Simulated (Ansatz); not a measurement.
## Ligand exchange: SiH2(CH3)(GeH3) + C2H9NSi → SiH2(GeH3)(SiH3) + C3H9N

Species: SiH2(CH3)(GeH3), singlet; C2H9NSi `CN(C)[SiH3]`, singlet; SiH2(GeH3)(SiH3), singlet; C3H9N `CN(C)C`, singlet. The partners trade CH3 for SiH3: Si–CH3 and N–SiH3 bonds give way to Si–SiH3 and N–CH3.

Shapes, held fixed at every level: PBE0-D4/def2-TZVP. Programs: Ansatz 0.2.0. The zero-point and thermal change to 298 K, harmonic and unscaled (PBE0-D4/def2-TZVP), is +2.3 kJ/mol.

```csv
level,kind,ΔH(298 K) (kJ/mol),less CCSD(T)/def2-TZVPP,CPU time (sum over the molecules)
SPW92/def2-TZVPP,LDA,+74.5,-15.8,16 s
B3LYP-D4/def2-TZVPP,global hybrid,+92.9,+2.6,57 s
r2SCAN0-D4/def2-TZVPP,global hybrid,+90.7,+0.4,54 s
wB97X-V/def2-TZVPP,range-separated hybrid,+89.6,-0.7,91 s
MP2/def2-SVP,perturbation theory,+84.3,-6.0,–
CCSD(T)/def2-SVP,coupled cluster or CI,+74.1,-16.2,51 s
CCSD/def2-SVP,coupled cluster or CI,+76.0,-14.3,–
CCSD(T)/def2-TZVPP,coupled cluster or CI,+90.3,0.0,20 min
```

The highest level, CCSD(T)/def2-TZVPP, gives ΔH(298 K) = +90.3 kJ/mol; the levels span +74.1 to +92.9. The column of differences is taken from that level and isn't an error. No measured value is set beside it here. Relativity is left out for Ge. Outer-core shells of Ge are correlated in most correlated rows, in sets that cover them unevenly. Times are processor times on shared x86 and Arm servers, and rough.

The exchange is strongly endothermic at every level, and the small thermal correction shows that the cost is almost entirely electronic. It reflects the loss of two polar bonds: silicon gives up carbon and, above all, the much more electronegative nitrogen, in return for a nonpolar Si–Si bond and a less polar C–N bond. Delocalisation of the nitrogen lone pair into σ* orbitals of the silyl group probably adds to the stability of the silylamine. The Si–Ge bond is a spectator.

Enlarging the basis raises the CCSD(T) value from +74.1 to +90.3 kJ/mol, whereas the triples change the small-basis result only slightly; the basis shift may come from better polarisation functions for the Si–N bond or from the changed treatment of the Ge core. MP2/def2-SVP therefore lies nearer the highest level than CCSD(T) in the same basis through compensating errors, not better correlation. The three hybrids support the size of the enthalpy as well as its sign, but the total can't be divided into separate Si–N and Si–C contributions.
